A ladder of methods from Hartree–Fock to CCSDT(Q) and quantum Monte Carlo looks as if it should climb to zero error at the top. For the atomization energy $D_e$ of GeH$_2$, about 5.1 eV, it stops a third of an electronvolt short. Three sizes organize the table: electron correlation supplies about 1.3 eV of the binding, the double-zeta basis loses about 0.3 eV, and everything beyond CCSD(T) is worth about 0.01 eV.

Two explanations compete for the shortfall. The tempting one is that a carbene-like species needs still higher excitations or several determinants. The other is that the small basis cannot hold the binding, whatever method works in it.

Calculated values. Ansatz 0.2.0 and AFQMC afq 1 (own program): atomization energy of neutral triplet GeH$_2$ at the PBE0/def2-TZVP geometry, with a UHF determinant for the molecule. Rows not marked CBS use aug-cc-pVDZ; the Ge core including 3d is frozen and relativity is omitted. The reference level for the best estimate is CCSDT(Q).

| level | this level less the best estimate at the basis limit (meV) | statistical noise, one standard error (meV) |
| --- | --- | --- |
| HF | -1369.0 | 0.000 |
| MP2 | -515.0 | 0.000 |
| CCSD | -374.0 | 0.000 |
| CCSD(T) | -343.0 | 0.000 |
| CCSDT | -334.0 | 0.000 |
| CCSDT(Q) | -334.0 | 0.000 |
| ph-AFQMC/HF | -284.0 | 20.000 |
| ph-AFQMC/CISD | -333.0 | 1.000 |
| released AFQMC | -333.0 | 1.000 |
| HF/CBS | -1288.0 | 0.000 |
| MP2/CBS | -196.0 | 0.000 |
| CCSD(T)/CBS | -8.0 | 0.000 |

The second column is $D_e$ at the named level less the best estimate, so a negative entry means too little binding; the third is one standard error of the stochastic rows. CBS marks the basis limit, and the nine rows without that mark use aug-cc-pVDZ. Their entries are therefore sums of a method error and a basis error. All rows describe the triplet $^3B_1$ state, bent at about 120°, whereas the ground state of GeH$_2$ is the singlet, so the best estimate atomizes an excited state.

## HF to CCSD: correlation makes binding

The step from HF to MP2 adds 854 meV of binding and the step to CCSD another 141 meV. A count of electron pairs shows the direction. The hydrogen atoms have no correlation energy, and the valence shell of $^3P$ Ge, with three electrons of one spin and one of the other, has 3 opposite-spin pairs. The molecule has four and two, hence 8 such pairs, with two doubly occupied valence orbitals in place of the single $4s^2$ pair. Hartree–Fock lets electrons of opposite spin move independently of each other, so it misses more energy in the molecule than in the atoms, 2645 meV against 1610 meV in this basis. That ratio is about 1.6 and not 8 to 3: pairs differ in weight, and the count alone does not give the size.

An error in $D_e$ is a difference of two errors, the one in the molecule and the one in the atoms. The molecular energies of the same runs allow the atomic share to be found by subtraction. MP2 lies 665 meV above CCSDT(Q) in the molecule and 484 meV above it in the atoms, which leaves 181 meV of missing binding in the same basis. Most of the MP2 defect cancels, and the binding error is the part that does not; the subtraction cannot assign it to particular electron pairs.

## CCSD(T) to CCSDT(Q): the ladder ends early

If missing excitations caused the shortfall, the ladder would still be climbing here. The steps are 31 meV to CCSD(T), 9 meV to CCSDT and zero, at the precision of the table, to CCSDT(Q). All that lies beyond CCSD(T) closes 2.6 % of its gap to the best estimate. A series that has died out in this way has no third of an electronvolt left in it.

The same runs give independent signs that the ladder is complete. Full CI in the same basis agrees with CCSDT(Q) for the molecule to 0.1 meV; a second full-CI energy kept with these runs lies about 11 meV higher, which is still small against the gap. For the Ge atom, quadruples are the highest excitation that four valence electrons allow, so little can remain there. The unrestricted determinant is a stable minimum with $\langle S^2\rangle = 2.006$ against the pure triplet value of 2, and its largest double amplitude is about 0.03. This triplet is a single-determinant case, and the numbers rule out the first explanation for it.

## The three AFQMC rows: the smallest error is not the best method

Phaseless AFQMC with a CISD trial and released AFQMC land within 1 meV of CCSDT(Q), which equals their noise and the rounding of a difference, so no order among these rows means anything. A stochastic method thus meets the same plateau as the cluster ladder. The agreement is less independent than it looks. The trial is built from CCSD amplitudes, and the reference was admitted only where the two approaches agreed within 25 to 40 meV. Even that window is about a tenth of the gap.

The row with the Hartree–Fock trial, at $-284 \pm 20$ meV, has the smallest error of the nine and invites the wrong conclusion. Measured against CCSDT(Q) in its own basis it overbinds by 50 meV, or 2.5 standard errors. A method cannot recover what its basis lacks, so this is a positive method error, or noise, that cancels part of a negative basis error.

Subtraction locates the excess, provided that the row rests on the molecular run at hand. The molecule lies $13 \pm 17$ meV above full CI, which is compatible with zero. The atoms must then lie about 62 meV above CCSDT(Q), with an implied noise near 11 meV. That the phaseless constraint is biased on the open $p^2$ shell of Ge when guided by one determinant is a plausible guess, not tested here.

## The CBS rows: the basis, and which part of it

Three levels appear in both bases, and their differences give the basis shift directly. HF gains 81 meV on going to the limit, MP2 319 meV and CCSD(T) 335 meV. The last figure equals the whole plateau within rounding, though partly by construction, because the best estimate is CCSD(T) at the limit plus the small higher-order step. For the same reason the entry of $-8$ meV for CCSD(T)/CBS is that step with its sign reversed and tests nothing.

The shift has two parts that add. The mean-field part, an imperfect description of the bonding orbitals, is 24 % of the CCSD(T) shift. The remaining 254 meV, or 76 %, is correlation energy that the small basis cannot express. These shifts are net values between two basis families, and they include the basis superposition that inflates double-zeta binding. The zero noise of the limit rows says only that they are deterministic; the uncertainty of the limit itself is not in that column.

Theory explains why correlation is the slow part. Where two electrons of opposite spin meet, the kinetic energy must cancel the divergence of $1/r_{12}$, with $r_{12}$ their distance, and this forces a kink, $\psi \approx \psi_0\,(1 + r_{12}/2)$ in atomic units. Products of one-electron orbitals are smooth in $r_{12}$ and build the kink from angular momenta $l$ whose energy increments fall only as $(l+\tfrac12)^{-4}$. Summing the tail beyond a highest value $L$ leaves an error of order $L^{-3}$, which is large when the basis ends at d functions on Ge and p functions on H. Electrons of parallel spin are kept apart by antisymmetry and converge faster, and the mean field has no such kink at all.

The link to the binding is the pair count again. Each close pair of opposite spin loses part of its correlation energy in a small basis, the molecule has more of them than the atoms, and its loss is therefore expected to be the larger one, which means underbinding. A reaction that creates pairs should therefore feel the basis strongly, and one that conserves them should feel it less. Opposite-spin pairs carry 83 % of the molecular MP2 correlation energy, which fits this picture without proving it, since that share refers to the energy in one basis and not to the shift.

## How far MP2 carries the correction

The picture yields a model without fitted parameters. The basis shift is written $\Delta = \Delta_{\rm HF} + \Delta_{\rm corr}$, and the short-range part of the pair function is assumed to be fixed already in second order. Then $\Delta_{\rm corr}$ is the same for MP2 and CCSD(T), and it follows from the HF and MP2 pairs of rows alone:

$$\Delta_{\rm corr} = 319 - 81 = 238\ \text{meV}, \qquad -343 + 81 + 238 = -24\ \text{meV}.$$

The second expression is the predicted error of CCSD(T) at the limit, a row that was not used in the calibration. The table has $-8$ meV, so the additive model falls 16 meV short. That is well above the 2 meV that rounding permits in a double difference, and it is about 5 % of the shift.

The alternative form assumes that the basis keeps a fixed fraction of the correlation binding, which is the binding gained over HF. With the MP2 values in the two bases it gives

$$\Delta = 81 + 1026\left(\frac{1092}{854} - 1\right) = 367\ \text{meV},$$

which overshoots the CCSD(T) shift by 32 meV. The observed shift lies between the two forms and nearer the additive one. The small basis keeps 78 % of the MP2 correlation binding but 91.5 % of the step from MP2 to CCSD(T), as the argument leads one to think if higher orders are less sensitive to the kink. They still depend on the basis, and the additive misfit is exactly the growth of that step.

Scaling the whole $D_e$ by the MP2 ratio happens to do best on CCSD(T), with a misfit of 4 meV. It treats mean-field and correlation binding alike, however, and on HF it predicts 260 meV against the observed 81 meV. One good row and one failure of that size give no support to the rule; the output below lists all three forms.

The limit rows also show what a basis does not cure. MP2 stays 196 meV short at the limit, close to its 181 meV deficit against CCSDT(Q) in the small basis, so it needs higher orders as well as functions. Of the three limit rows only CCSD(T) comes near the best estimate, as it must by construction, and that estimate is a model quantity. The Ge 3d shell is frozen, and relativity and zero-point motion are absent, as is spin-orbit coupling, which lowers the Ge atom by roughly 0.1 eV (a rough recalled size), far more than the step beyond CCSD(T).

GeH$_2$ is a fragment in the deposition of germanium from germane. For the Ge–H energetics of this triplet, completing the basis changes the result nearly forty times more than going beyond CCSD(T). A growth model would need the singlet, which these rows do not describe.

The analysis program printed:

```
geometry: Ge-H 1.54 A, angle 120 deg
rounding: one entry 0.5 meV, a difference 1 meV, a double difference 2 meV
aug-cc-pVDZ, meV against CCSDT(Q): binding, noise, molecule, atoms (by subtraction); De eV
  HF                -1035    0   2645.1    1610   3.772
  MP2                -181    0    665.0     484   4.626
  CCSD                -40    0     76.0      36   4.767
  CCSD(T)              -9    0     18.7      10   4.798
  CCSDT                 0    0      1.3       1   4.807
  CCSDT(Q)              0    0      0.0       0   4.807
  ph-AFQMC/HF          50   20     12.4      62   4.857
  ph-AFQMC/CISD         1    1      1.4       2   4.808
  released AFQMC        1    1      0.3       1   4.808
  (released row set against free projection; last release energy is -0.6 meV)
full CI less CCSDT(Q), molecule: -0.1 meV
ladder steps meV: to MP2 854, to CCSD 141, to CCSD(T) 31, to CCSDT 9, to CCSDT(Q) 0
beyond CCSD(T): 9 meV = 2.6 % of its gap; left 334 meV = 6.5 % of De
basis shift meV, correlation part meV, De(DZ)/De(limit):
  HF          81     0  0.9790
  MP2        319   238  0.9355
  CCSD(T)    335   254  0.9347
CCSD(T) shift shares: HF 24 %, correlation 76 %; correlation part per bond 127 meV
correlation binding MP2: DZ 854, limit 1092 meV, kept 78.2 %
correlation binding CCSD(T): DZ 1026, limit 1280 meV, kept 80.2 %
MP2 to CCSD(T) step: DZ 172, limit 188 meV, kept 91.5 %
CCSD(T) basis shift predicted from MP2 (table 335 meV):
  additive           319 meV, misfit -16 meV
  fixed fraction     367 meV, misfit +32 meV
  scaled total De    331 meV, misfit -4 meV
worst case, scaled total De on HF: 260 against 81, misfit +179 meV
method error HF: DZ -1035, limit -1288, change -253 meV
method error MP2: DZ -181, limit -196, change -15 meV
method error CCSD(T): DZ -9, limit -8, change +1 meV
limit correlation binding: 1288 meV = 25 % of De, 644 meV per bond
ph-AFQMC/HF: binding +50 meV = 2.5 standard errors
  molecule +13 +- 17 meV over full CI; implied noise of atoms 11 meV
opposite-spin pairs: molecule 8, Ge 3P 3; share of molecular MP2 83 %
```
